**Triplet–quintet gap of Cd₂S₂ against the share of exact exchange**

The table holds the quintet-minus-triplet energy of Cd₂S₂ from unrestricted PBE hybrids with 0 to 50 % exact exchange in the def2-TZVP basis (Ansatz 0.2.0), each state at its own fixed structure, without dispersion or spin-orbit coupling. The program works out bond lengths, same-spin pair counts, interval slopes and curvatures, and continues the straight line through the 0 and 15 % rows to higher shares. It adds the gap to the triplet energies of the same runs to obtain the quintet's slope and curvature up to 35 %. The S–S bond of the triplet (2.05 Å) is broken in the quintet (3.10 Å), and the line holds to 0.2 kJ/mol up to 15 % but lies 3.7 kJ/mol too high at 35 % and 18.5 kJ/mol at 50 %. The triplet curves evenly, so the extra bend around 25 % lies in the quintet, while the cause of the steep last interval is not tested.

Spin gap of neutral Cd₂S₂, quintet minus triplet, computed with Ansatz 0.2.0 using unrestricted Kohn–Sham PBE with a varying share of exact exchange, the def2-TZVP basis and no dispersion correction. Each state is kept at its own r2SCAN-D4/def2-SVP geometry.

## Numerical check

```python
# Table: quintet minus triplet energy (kJ/mol) of Cd2S2, Ansatz 0.2.0, UKS PBE with 0-50 % exact
# exchange, def2-TZVP, each state at its own fixed r2SCAN-D4 structure, no dispersion, no spin-orbit.
# Tested: frozen orbitals give a straight line; which state carries the curvature; what the states are.
T = {
    'exact_exchange': [0, 5, 10, 15, 25, 35, 50],  # %
    'spin_gap': [166.4, 163.9, 161.2, 158.4, 152.2, 144.0, 121.2],  # kJ/mol
}
import numpy as np
from math import comb
from scipy.constants import e, N_A
K = e * N_A / 1000  # kJ/mol per eV
a = np.array(T["exact_exchange"], float); g = np.array(T["spin_gap"], float)
h = 0.05  # half of the 0.1 kJ/mol rounding step
def slope(x, y): return np.diff(y) / np.diff(x)
def curv(x, y): return np.diff(slope(x, y)) / ((x[2:] - x[:-2]) / 2)
# structures of the same runs (angstrom), order Cd Cd S S
R3 = np.array([[.65, 2.15, -1.39], [-.65, -2.15, 1.39], [.14, .52, .88], [-.13, -.52, -.87]])
R5 = np.array([[.51, 1.71, -1.10], [-.52, -1.71, 1.10], [.20, .79, 1.32], [-.20, -.79, -1.32]])
d = lambda R, i, j: float(np.linalg.norm(R[i] - R[j]))
for n, R in (("triplet", R3), ("quintet", R5)):
    c = R - R.mean(0); cs = [d(R, i, j) for i in (0, 1) for j in (2, 3)]
    off = np.abs(c @ np.linalg.svd(c)[2][2]).max()
    print(f"{n}: S-S {d(R,2,3):.2f}, Cd-S {min(cs):.2f}-{max(cs):.2f}, Cd-Cd {d(R,0,1):.2f} A; off flat by {off:.3f} A")
p3, p5 = comb(37, 2) + comb(35, 2), comb(38, 2) + comb(34, 2)
print(f"72 explicit electrons, 37/35 and 38/34: same-spin pairs {p3} and {p5}, change {p5-p3:+d}")
print(f"gap change 0 to 50 %: {g[-1]-g[0]:.1f} kJ/mol ({100*(g[-1]/g[0]-1):.1f} %); 35 to 50 % holds {100*(g[-1]-g[-2])/(g[-1]-g[0]):.0f} % of it")
print(f"least-squares slope {np.polyfit(a,g,1)[0]:.3f}, end-to-end slope {(g[-1]-g[0])/(a[-1]-a[0]):.3f} kJ/mol per %")
# triplet outputs of the same runs, 0-35 %: energy without dispersion (eV), <S^2>, HOMO, two lowest empty beta levels
E3 = np.array([-30793.3380, -30793.4624, -30793.5977, -30793.7438, -30794.0677, -30794.4329]) * K
S2 = np.array([2.006, 2.008, 2.010, 2.013, 2.019, 2.027])
ho = np.array([-4.827, -4.971, -5.117, -5.264, -5.559, -5.859])
lu = np.array([-4.586, -4.404, -4.221, -4.039, -3.751, -3.515])
l2 = np.array([-4.331, -4.216, -4.100, -3.985, -3.676, -3.314])
n = len(E3); E5 = E3 + g[:n]
s, s3, s5 = slope(a, g), slope(a[:n], E3), slope(a[:n], E5)
print("slopes, kJ/mol per % (gap +- rounding; triplet; quintet = triplet + gap)")
for i in range(len(s)):
    t = f"; {s3[i]:.2f}; {s5[i]:.2f}" if i < n - 1 else "; states not shown"
    print(f"  {a[i]:.0f} to {a[i+1]:.0f} %: {s[i]:.2f} +- {2*h/(a[i+1]-a[i]):.3f}{t}")
print(f"last slope / first slope: {s[-1]/s[0]:.1f}")
c, c3, c5 = curv(a, g), curv(a[:n], E3), curv(a[:n], E5)
da = np.diff(a); ce = 2 * h * (1 / da[1:] + 1 / da[:-1]) / ((a[2:] - a[:-2]) / 2)
print("curvatures, kJ/mol per %^2 (gap +- rounding; triplet; quintet)")
for i in range(len(c)):
    t = f"; {c3[i]:.4f}; {c5[i]:.4f}" if i < n - 2 else "; states not shown"
    print(f"  around {a[i+1]:.0f} %: {c[i]:.4f} +- {ce[i]:.4f}{t}")
m = (g[3] - g[0]) / (a[3] - a[0])
print(f"frozen-orbital line through 0 and 15 %: slope {m:.3f} kJ/mol per % ({100*m:.0f} kJ/mol per full share)")
for x, y in zip(a, g):
    u = x / a[3]; err = h * (1 + abs(u) + abs(1 - u))
    print(f"  {x:.0f} %: line {g[0]+m*x:.1f}, table {y:.1f}, table minus line {y-g[0]-m*x:+.1f} +- {err:.1f} kJ/mol")
print("triplet: <S^2>, LUMO minus HOMO (eV), spacing of the two empty beta levels (eV)")
for i in range(n):
    print(f"  {a[i]:.0f} %: {S2[i]:.3f}, {lu[i]-ho[i]:.2f}, {l2[i]-lu[i]:.3f}")
# triplet levels of the same runs at 0, 5, 10 % (eV), alpha then beta; labels assigned by energy
lev = {"S 1s": ([-2396.6466, -2401.9753, -2407.3049], [-2396.5598, -2401.8836, -2407.2082]),
       "S 3s lower": ([-19.687, -20.174, -20.662], [-19.289, -19.741, -20.194]),
       "S 3s upper": ([-15.334, -15.758, -16.182], [-14.737, -15.100, -15.464]),
       "Cd 4s": ([-108.1786, -109.3764, -110.5751], [-108.1653, -109.3601, -110.5557]),
       "Cd 4d lowest": ([-12.284, -12.721, -13.161], [-12.191, -12.626, -13.064])}
print("triplet beta minus alpha level at 0, 5, 10 % (eV)")
for k, (x, y) in lev.items():
    print(f"  {k}: " + ", ".join(f"{q-p:.3f}" for p, q in zip(x, y)))
flip = np.array([-1.818, -1.619, -1.422]) - np.array([-5.349, -5.547, -5.690])  # same runs
print("top beta occupied to lowest alpha empty, 0, 5, 10 % (eV): " + ", ".join(f"{v:.2f}" for v in flip))
print("spin gap at 0, 5, 10 % (eV): " + ", ".join(f"{v/K:.2f}" for v in g[:3]))
assert np.all(g > 0) and np.all(s < 0) and np.all(np.diff(s) < 0)
assert np.all(c3 < 0) and np.all(c5 < 0) and np.ptp(c3) < 0.1 * abs(c3.mean())
assert np.all(lu > ho) and np.all(S2 < 2.05) and d(R5, 2, 3) - d(R3, 2, 3) > 0.8
assert abs(c[-1]) > 5 * ce[-1] and abs(c[-2]) > 5 * ce[-2]
```

Running it gives:

```
triplet: S-S 2.05, Cd-S 2.83-2.84, Cd-Cd 5.28 A; off flat by 0.002 A
quintet: S-S 3.10, Cd-S 2.61-2.61, Cd-Cd 4.19 A; off flat by 0.002 A
72 explicit electrons, 37/35 and 38/34: same-spin pairs 1261 and 1264, change +3
gap change 0 to 50 %: -45.2 kJ/mol (-27.2 %); 35 to 50 % holds 50 % of it
least-squares slope -0.860, end-to-end slope -0.904 kJ/mol per %
slopes, kJ/mol per % (gap +- rounding; triplet; quintet = triplet + gap)
  0 to 5 %: -0.50 +- 0.020; -2.40; -2.90
  5 to 10 %: -0.54 +- 0.020; -2.61; -3.15
  10 to 15 %: -0.56 +- 0.020; -2.82; -3.38
  15 to 25 %: -0.62 +- 0.010; -3.13; -3.75
  25 to 35 %: -0.82 +- 0.010; -3.52; -4.34
  35 to 50 %: -1.52 +- 0.007; states not shown
last slope / first slope: 3.0
curvatures, kJ/mol per %^2 (gap +- rounding; triplet; quintet)
  around 5 %: -0.0080 +- 0.0080; -0.0421; -0.0501
  around 10 %: -0.0040 +- 0.0080; -0.0417; -0.0457
  around 15 %: -0.0080 +- 0.0040; -0.0408; -0.0488
  around 25 %: -0.0200 +- 0.0020; -0.0398; -0.0598
  around 35 %: -0.0560 +- 0.0013; states not shown
frozen-orbital line through 0 and 15 %: slope -0.533 kJ/mol per % (-53 kJ/mol per full share)
  0 %: line 166.4, table 166.4, table minus line +0.0 +- 0.1 kJ/mol
  5 %: line 163.7, table 163.9, table minus line +0.2 +- 0.1 kJ/mol
  10 %: line 161.1, table 161.2, table minus line +0.1 +- 0.1 kJ/mol
  15 %: line 158.4, table 158.4, table minus line +0.0 +- 0.1 kJ/mol
  25 %: line 153.1, table 152.2, table minus line -0.9 +- 0.2 kJ/mol
  35 %: line 147.7, table 144.0, table minus line -3.7 +- 0.2 kJ/mol
  50 %: line 139.7, table 121.2, table minus line -18.5 +- 0.3 kJ/mol
triplet: <S^2>, LUMO minus HOMO (eV), spacing of the two empty beta levels (eV)
  0 %: 2.006, 0.24, 0.255
  5 %: 2.008, 0.57, 0.188
  10 %: 2.010, 0.90, 0.121
  15 %: 2.013, 1.23, 0.054
  25 %: 2.019, 1.81, 0.075
  35 %: 2.027, 2.34, 0.201
triplet beta minus alpha level at 0, 5, 10 % (eV)
  S 1s: 0.087, 0.092, 0.097
  S 3s lower: 0.398, 0.433, 0.468
  S 3s upper: 0.597, 0.658, 0.718
  Cd 4s: 0.013, 0.016, 0.019
  Cd 4d lowest: 0.093, 0.095, 0.097
top beta occupied to lowest alpha empty, 0, 5, 10 % (eV): 3.53, 3.93, 4.27
spin gap at 0, 5, 10 % (eV): 1.72, 1.70, 1.67
```
